**Student:** In a binary couple the interdiffusion flux keeps one sign everywhere. You said that in Fe–Ni–Cr the Ni flux can pass through zero inside the diffusion zone while Fe and Cr keep moving. I would blame a strongly composition-dependent diffusivity.

**Lecturer:** A constant diffusivity matrix is enough. Such zero-flux planes were described by Dayananda and Kim in 1979. My premises are these.

1. A single-phase ternary substitutional alloy at uniform temperature and pressure, locally in equilibrium and stable against unmixing.
2. Equal, constant partial molar volumes $V_m$, so that $C_i=x_i/V_m$ and $C_1+C_2+C_3$ is constant. Fluxes are taken in the volume-fixed frame, where $J_1+J_2+J_3=0$. In a long couple this frame is at rest relative to the far ends. Component 3 is the dependent one.
3. Linear flux laws with Onsager symmetry.
4. A diffusivity matrix independent of composition over the couple.
5. An infinite one-dimensional couple with $\mathbf C=\mathbf C^{L}$ for $x<0$ and $\mathbf C=\mathbf C^{R}$ for $x>0$ at $t=0$, where $\mathbf C=(C_1,C_2)^T$ and $\Delta\mathbf C=\mathbf C^{R}-\mathbf C^{L}$.

The equations are then

$$\mathbf J=-D\,\partial_x\mathbf C,\qquad \partial_t\mathbf C=-\partial_x\mathbf J=D\,\partial_x^2\mathbf C. \tag{1}$$

**Student:** $D$ is not symmetric. You are about to diagonalise it, and nothing promises real eigenvalues.

**Lecturer:** Premises 1 to 3 do. The dissipation is $T\sigma=-\sum_{k=1}^{3}J_k\,\partial_x\mu_k$. Eliminating $J_3$ gives $T\sigma=-\sum_{j=1}^{2}J_j\,\partial_x(\mu_j-\mu_3)$, so $J_i=-\sum_j L_{ij}\,\partial_x(\mu_j-\mu_3)$, with $L$ symmetric by Onsager and positive definite because $T\sigma>0$. For the molar Gibbs energy $g(x_1,x_2)$ one has $\mu_j-\mu_3=\partial g/\partial x_j$, hence $D=LG$ with $G_{jk}=V_m\,\partial^2 g/\partial x_j\partial x_k$, which is symmetric, and positive definite in a stable solution. Now

$$L^{-1/2}DL^{1/2}=L^{1/2}GL^{1/2},$$

and the right side is symmetric and positive definite. So $D$ is diagonalisable with real positive eigenvalues. If they are equal, $D$ is a multiple of the unit matrix and each component behaves as in a binary. Take $\lambda_1>\lambda_2>0$ and define

$$P_1=\frac{D-\lambda_2 I}{\lambda_1-\lambda_2},\qquad P_2=\frac{\lambda_1 I-D}{\lambda_1-\lambda_2}. \tag{2}$$

Plainly $P_1+P_2=I$. The Cayley–Hamilton theorem, $(D-\lambda_1 I)(D-\lambda_2 I)=0$, gives $DP_k=\lambda_kP_k$. These are the projectors on the two eigenvectors.

**Student:** Then $P_k\mathbf C$ obeys the scalar diffusion equation with diffusivity $\lambda_k$, since $P_k$ is constant and commutes with $D$, and it starts as a step of height $P_k\Delta\mathbf C$.

**Lecturer:** Yes, so each mode is an error function. Fix a component $i$, write $a_k=(P_k\Delta\mathbf C)_i$, so that $\Delta C_i=a_1+a_2$, and let $\bar C_i=(C_i^L+C_i^R)/2$:

$$C_i=\bar C_i+\frac{a_1}{2}\operatorname{erf}\frac{x}{2\sqrt{\lambda_1t}}+\frac{a_2}{2}\operatorname{erf}\frac{x}{2\sqrt{\lambda_2t}}. \tag{3}$$

With $d\,\mathrm{erf}(u)/du=2e^{-u^2}/\sqrt\pi$,

$$\partial_xC_i=\frac{1}{\sqrt{4\pi t}}\left[\frac{a_1}{\sqrt{\lambda_1}}e^{-x^2/4\lambda_1t}+\frac{a_2}{\sqrt{\lambda_2}}e^{-x^2/4\lambda_2t}\right]. \tag{4}$$

For the flux apply $-D$ to the vector gradient. Because $DP_k=\lambda_kP_k$, mode $k$ is multiplied by $-\lambda_k$:

$$J_i=-\frac{1}{\sqrt{4\pi t}}\left[a_1\sqrt{\lambda_1}\,e^{-x^2/4\lambda_1t}+a_2\sqrt{\lambda_2}\,e^{-x^2/4\lambda_2t}\right]. \tag{5}$$

The dependent component obeys the same formulas, with $a_k$ equal to minus the sum of the amplitudes of components 1 and 2.

**Student:** Two Gaussians, one wide and one narrow. They cancel somewhere only if $a_1$ and $a_2$ have opposite signs.

**Lecturer:** That is necessary and not sufficient. Take $a_1\neq0$ and factor out the wide Gaussian:

$$J_i=-\frac{a_1\sqrt{\lambda_1}}{\sqrt{4\pi t}}\,e^{-x^2/4\lambda_1t}\left[1-B_J\,e^{-\kappa x^2/4t}\right],\quad B_J=-\frac{a_2\sqrt{\lambda_2}}{a_1\sqrt{\lambda_1}},\quad \kappa=\frac1{\lambda_2}-\frac1{\lambda_1}>0. \tag{6}$$

The prefactor never vanishes at finite $x$. The factor $e^{-\kappa x^2/4t}$ falls monotonically from 1 to 0 as $|x|$ grows. The square bracket therefore runs monotonically from $1-B_J$ at the centre to 1 in the tails. For $B_J<1$ it stays positive and the flux has no zero. For $B_J>1$ it crosses zero exactly once on each side, where $e^{\kappa x^2/4t}=B_J$:

$$x_0^2=\frac{4t\,\ln\!\left[-a_2\sqrt{\lambda_2}/(a_1\sqrt{\lambda_1})\right]}{1/\lambda_2-1/\lambda_1}. \tag{7}$$

This is a symmetric pair at $\pm x_0$ that moves out as $\sqrt t$, and the flux changes sign across each plane. If $a_1=0$ or $a_2=0$ a single Gaussian remains and there is no zero.

**Student:** Symmetric about the original weld. But from a profile I locate a Matano plane, not a weld.

**Lecturer:** They coincide. The Matano plane $x_M$ of component $i$ is defined by $\int(x-x_M)\,\partial_xC_i\,dx=0$ over the whole couple. The gradient (4) is even in $x$, so $\int x\,\partial_xC_i\,dx=0$ and the condition reads $x_M\Delta C_i=0$. Thus $x_M=0$ whenever $\Delta C_i\ne0$.

**Student:** And at $B_J=1$?

**Lecturer:** Introduce the square-root diffusivity, a matrix used in this field notably by Morral: $r=\sqrt{\lambda_1}P_1+\sqrt{\lambda_2}P_2$. Since $P_k^2=P_k$ and $P_1P_2=0$, it satisfies $r^2=D$. Inserting (2), the numerator is $(\sqrt{\lambda_1}-\sqrt{\lambda_2})(D+\sqrt{\lambda_1\lambda_2}\,I)$, so

$$r=\frac{D+\sqrt{\det D}\;I}{\sqrt{\lambda_1}+\sqrt{\lambda_2}}. \tag{8}$$

Its action on the composition step is

$$(r\Delta\mathbf C)_i=a_1\sqrt{\lambda_1}+a_2\sqrt{\lambda_2}=a_1\sqrt{\lambda_1}\,(1-B_J),\qquad J_i(0,t)=-\frac{(r\Delta\mathbf C)_i}{\sqrt{4\pi t}}. \tag{9}$$

So $B_J>1$ means that $(r\Delta\mathbf C)_i$ and $a_1$ have opposite signs: the flux at the Matano plane runs against the flux in the tails, which the fast mode controls. And $B_J=1$ means $(r\Delta\mathbf C)_i=0$. As $B_J\to1^+$, (7) gives $x_0^2\simeq4t(B_J-1)/\kappa$, and the pair merges at the Matano plane. At $B_J=1$ the bracket in (6) starts as $\kappa x^2/4t$, a double zero: the flux touches zero without changing sign, and no net amount of $i$ ever crosses $x=0$. In the plane of $(\Delta C_1,\Delta C_2)$ the couples with zero-flux planes fill a double wedge between two lines through the origin: $(r\Delta\mathbf C)_i=0$, where the pair is born at the centre, and $a_1=0$, where $B_J\to\infty$ and the pair escapes to infinity.

**Student:** I still think of zero flux as zero gradient. Is the zero-flux plane not simply the hump in the Ni profile?

**Lecturer:** No, because $J_i$ also feels the gradient of the other component. Treat (4) as we treated (5). The weights are now $a_k/\sqrt{\lambda_k}$, and the extrema of $C_i$ lie at

$$x_c^2=\frac{4t\ln B_C}{\kappa},\qquad B_C=-\frac{a_2\sqrt{\lambda_1}}{a_1\sqrt{\lambda_2}}=\frac{\lambda_1}{\lambda_2}B_J, \tag{10}$$

provided $B_C>1$. They merge at the centre when $(r^{-1}\Delta\mathbf C)_i=a_1/\sqrt{\lambda_1}+a_2/\sqrt{\lambda_2}=0$. With $q=-a_2/a_1$ and $\rho=\sqrt{\lambda_1/\lambda_2}>1$ we have $B_J=q/\rho$ and $B_C=q\rho$, which sorts all couples with $a_1\neq0$:

| range of $q$ | profile $C_i$ | flux $J_i$ |
|---|---|---|
| $q<1/\rho$ | monotonic | one sign, down its own gradient |
| $1/\rho<q<\rho$ | extrema at $\pm x_c$ | one sign, uphill for $\lvert x\rvert<x_c$ |
| $q>\rho$ | extrema at $\pm x_c$ | zeros at $\pm x_0$, uphill for $x_0<\lvert x\rvert<x_c$ |

The uphill entries follow because $J_i\,\partial_xC_i>0$ exactly where the brackets $1-B_Je^{-\kappa x^2/4t}$ and $1-B_Ce^{-\kappa x^2/4t}$ differ in sign. The couple with $\Delta C_i=0$ has $q=1$: humps, but no zero-flux plane. When both features exist, subtracting (7) from (10) gives

$$x_c^2-x_0^2=\frac{4t\,\ln(\lambda_1/\lambda_2)}{1/\lambda_2-1/\lambda_1}>0, \tag{11}$$

independent of the terminal alloys.

**Student:** Is that ordering an accident of Gaussians?

**Lecturer:** The ordering is general, the value is not. For any $D(\mathbf C)$ the step problem has no length scale, so $\mathbf C$ depends on $x/\sqrt t$ alone and $\partial_tC_i=-(x/2t)\,\partial_xC_i$. Continuity then gives

$$\partial_xJ_i=\frac{x}{2t}\,\partial_xC_i,\qquad J_i(x)=\frac1{2t}\int_{-\infty}^{x}x'\,\partial_{x'}C_i\,dx'. \tag{12}$$

Away from $x=0$ a concentration extremum is thus an extremum of the flux. If $J_i$ vanishes at some $x<0$, the integrand must change sign further to the left, and since $x'$ keeps its sign there, $\partial_xC_i$ must. The same holds on the right. A zero-flux plane always has a concentration extremum outside it.

**Student:** Put numbers on Ni, then. Where does the matrix come from?

**Lecturer:** From a model, so that the cross terms have a visible origin. Take austenitic Fe–Ni–Cr at 1100 °C (1373 K), with 1 = Ni, 2 = Cr, 3 = Fe, and as given inputs the approximate tracer diffusivities $D^*_{\rm Ni}=0.6$, $D^*_{\rm Cr}=1.5$, $D^*_{\rm Fe}=1.0$ in units of $10^{-11}$ cm²/s. Assume an ideal solution and no vacancy wind. Relative to the lattice, $J_k'=-D_k^*\,\partial_xC_k$. Passing to our frame, $J_i=J_i'-x_i\sum_kJ_k'$, and eliminating $\partial_xC_3=-\partial_xC_1-\partial_xC_2$:

$$D_{ij}=D_i^*\delta_{ij}-x_i\,(D_j^*-D_3^*). \tag{13}$$

Join Fe–19Ni–15Cr on the left to Fe–21Ni–25Cr on the right (at.%), both taken as single-phase fcc. I now express $C$ in at.%, so fluxes come in at.% µm/s. The step is $\Delta C_{\rm Ni}=+2$, $\Delta C_{\rm Cr}=+10$. Freeze $D$ at the mean composition $x_{\rm Ni}=x_{\rm Cr}=0.20$:

$$D=\begin{pmatrix}0.68&-0.10\\0.08&1.40\end{pmatrix}\times10^{-11}\ \text{cm}^2/\text{s}.$$

The intermediate digits below serve only to follow the arithmetic. In these units the trace is 2.08 and the determinant 0.96, so $\lambda_1=1.389$, $\lambda_2=0.691$, $\rho=1.417$ and $\kappa=0.726$.

**Student:** From (2), $a_1=[(D_{11}-\lambda_2)\Delta C_{\rm Ni}+D_{12}\Delta C_{\rm Cr}]/(\lambda_1-\lambda_2)=-1.466$ at.%, hence $a_2=3.466$ at.% and $q=2.364$. Then $B_J=1.668$ with $\ln B_J=0.512$, and $B_C=3.35$ with $\ln B_C=1.21$. Both exceed 1.

**Lecturer:** Anneal for 100 h, $t=3.6\times10^5$ s, so that $4t\times10^{-11}$ cm²/s $=1440$ µm². Equations (7) and (10) give

$$x_0\approx32\ \mu\text{m},\qquad x_c\approx49\ \mu\text{m},$$

against $2\sqrt{\lambda_1t}=45$ µm for the fast mode. From (8), with $\sqrt{\det D}=0.980$ and $\sqrt{\lambda_1}+\sqrt{\lambda_2}=2.010$, the Ni row of $r$ is $(0.826,\,-0.0498)$ in units of $(10^{-11}\text{ cm}^2/\text{s})^{1/2}$. So $(r\Delta\mathbf C)_{\rm Ni}=1.154$, opposite in sign to $a_1$ as required, and $J_{\rm Ni}(0)=-1.7\times10^{-5}$ at.% µm/s, toward the alloy poorer in Ni. Beyond 32 µm Ni moves to the right on both sides, and at $\pm x_c$ this reversed flux peaks at 23 % of the central magnitude. The cause is that Cr leaves the right side faster than Fe replaces it, so the lattice drifts to the right and carries Ni along. Holding $\Delta C_{\rm Cr}=+10$, the pair merges at $\Delta C_{\rm Ni}=-10\,r_{12}/r_{11}=0.60$ at.%, while the extrema survive down to $\Delta C_{\rm Ni}=10\,r_{12}/r_{22}=-0.42$ at.%. The other edge of the wedge, $a_1=0$, lies at $\Delta C_{\rm Ni}/\Delta C_{\rm Cr}=-8.9$.

**Student:** A 23 % reversal should be easy to see.

**Lecturer:** Less so than it sounds. From (3), $C_{\rm Ni}-C^R_{\rm Ni}=-\tfrac12\sum_ka_k\,\mathrm{erfc}(x/2\sqrt{\lambda_kt})$, which at $x_c$ is only $+0.040$ at.% on a background of 21. The flux is obtained by integrating the profile through (12), and the whole reversed lobe rests on that small overshoot.

**Student:** Your lattice drift worries me. If the lattice moves, "zero flux" depends on who is looking.

**Lecturer:** It does. Results (7) and (9) hold in the volume-fixed frame. In this ideal model the lattice-frame flux is $-D^*_{\rm Ni}\,\partial_xC_{\rm Ni}$, which vanishes at the concentration extrema, near 49 µm and not 32 µm. A zero-flux plane has no meaning until the frame is named.

**Student:** And how far do you trust 32 µm? Your own (13) depends on composition.

**Lecturer:** Two separate approximations. First, constant $D$. Across this couple $D_{12}$ runs from $-0.095$ to $-0.105$. Evaluating (7) with the whole matrix (13) frozen at the left or at the right terminal alloy gives 33 µm and 31 µm. That indicates, without bounding it, a shift and a left–right asymmetry of order 1 µm, before any composition dependence of the $D_k^*$. Second, ideality, which matters far more. In a non-ideal solution $J_k'=-D_k^*C_k\,\partial_x\mu_k/RT$, so an excess chemical potential $\mu_k^{\rm ex}$ adds

$$\delta D_{ij}=\sum_{k=1}^{3}(\delta_{ik}-x_i)\,D_k^*x_k\,\frac{1}{RT}\frac{\partial\mu_k^{\rm ex}}{\partial x_j}.$$

For an excess Gibbs energy $\Omega x_1x_2$ one has $\mu_1^{\rm ex}=\Omega x_2(1-x_1)$, $\mu_2^{\rm ex}=\Omega x_1(1-x_2)$, $\mu_3^{\rm ex}=-\Omega x_1x_2$, and therefore

$$\delta D_{12}=\frac{\Omega}{RT}\left[x_1(1-x_1)^2D_1^*+x_1^2\,(x_2D_2^*+x_3D_3^*)\right]=0.113\,\frac{\Omega}{RT}.$$

With $RT=11.4$ kJ/mol and $|\Omega|=5$ kJ/mol, a typical size for such alloys, $|\delta D_{12}|=0.049$, half of the kinetic cross term. Correcting all four elements moves $x_0$ to 42 µm for $\Omega=+5$ kJ/mol and to 25 µm for $\Omega=-5$ kJ/mol. The value 32 µm illustrates (7) for the stated matrix. For the real alloy the model says no more than a few tens of micrometres, and a prediction needs interdiffusion coefficients for that composition.

**Student:** Then give me the range of validity in one place.

**Lecturer:** Equations (3) to (11) are exact consequences of the five premises. In practice they require the following. The terminal alloys must be close enough that $D$ varies little, the cross coefficients above all. Near the merging line the demand is severe, since $x_0\propto\sqrt{B_J-1}$ and a small change of $r$ removes the pair or makes it lopsided. Each half of the couple must be several times thicker than $2\sqrt{\lambda_1t}$. The diffusion path must stay in one stable phase, away from a spinodal, where $G$ and with it $\lambda_2$ acquire a zero and $D$ varies rapidly. Lattice diffusion must dominate over grain-boundary paths, vacancies must stay near equilibrium without porosity, and diffusion-induced stress and volume change must be negligible. The eigenvalues must differ; as $\lambda_1\to\lambda_2$ with the eigenvectors fixed, $\rho\to1$ and $\kappa\to0$, and any pair with fixed $q>1$ recedes to infinity. For variable $D$ in a long single-phase couple, the $\sqrt t$ motion and relation (12) survive, while the symmetry of the pair and the closed form do not. With $n$ components the flux is a sum of $n-1$ exponentials in $x^2$; dividing by one of them and differentiating removes a term and, by Rolle's theorem, at most one root, so there are at most $n-2$ pairs. The ternary, with a single pair, is the case that one logarithm solves for any couple.